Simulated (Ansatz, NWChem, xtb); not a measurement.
## Ligand exchange: GeH3Br + C2H3Cl2F → GeH3(CH3) + CBrCl2F

Gas-phase species: GeH3Br `[GeH3][Br]`, singlet; C2H3Cl2F (1,1-dichloro-1-fluoroethane) `CC(F)(Cl)Cl`, singlet; GeH3(CH3) (methyl germane), singlet; CBrCl2F (bromodichlorofluoromethane) `FC(Cl)(Cl)Br`, singlet. The partners trade Br for CH3: Ge–Br and C–CH3 bonds give way to Ge–CH3 and C–Br.

Shapes, held fixed at every level: PBE0-D4/def2-TZVP. Programs: Ansatz 0.2.0, NWChem 7.3.0, xtb 6.7.1. A level may come from different programs for different species; with the same settings they agree closely. The zero-point and thermal change to 298 K, harmonic and unscaled (PBE0-D4/def2-TZVP), is -6.3 kJ/mol.

Task: Estimate ΔH(298 K) of this reaction.

Result: The highest level, CCSD(T)/def2-TZVPP, gives ΔH(298 K) = +152.3 kJ/mol; the levels span +151.7 to +222.6. GFN1-xTB strays far from the other rows. The column of differences is taken from that level and isn't an error. No measured value is set beside it here. Relativity is left out for Br, Ge. Outer-core shells of Br, Ge are correlated, in sets that cover them unevenly.

```csv
level,kind,ΔH(298 K) (kJ/mol),less CCSD(T)/def2-TZVPP
GFN1-xTB,semi-empirical,+222.6,+70.3
r2SCAN-D4/def2-TZVPP,meta-GGA,+152.7,+0.4
B3LYP/6-31G* (Cartesian functions),global hybrid,+165.9,+13.6
PBE0/def2-SVP,global hybrid,+160.5,+8.2
B3LYP-D4/def2-TZVPP,global hybrid,+151.7,-0.6
BHLYP-D4/def2-TZVPP,global hybrid,+167.0,+14.7
wB97M-V/def2-TZVPP,range-separated hybrid,+154.8,+2.5
CCSD(T)/def2-TZVPP,coupled cluster or CI,+152.3,0.0
```

The exchange is strongly endothermic at every level, so the preference for bromine on germanium and methyl on carbon doesn't hinge on the choice of method. Germanium is more electropositive than the carbon of the CCl2F group, and its bond to bromine gains much from ionic character. That carbon already carries three electron-withdrawing halogens, so a fourth adds little polar stabilisation, and the C–Br bond formed is weak. The reaction also gives up a robust C–C bond for a Ge–C bond, whose more diffuse germanium orbitals overlap less well with those of carbon. Both changes therefore push the enthalpy uphill.

B3LYP-D4 and r2SCAN-D4 lie close to the coupled-cluster value, whereas BHLYP-D4 in the same basis gives +167.0 kJ/mol, possibly because its large share of exact exchange upsets the balance between the polar and covalent bonds. With equal numbers of gas molecules on both sides, the entropy term is probably too small to overturn the preference for the reactants at room temperature. The reaction enthalpy leaves open how fast the ligands could exchange.
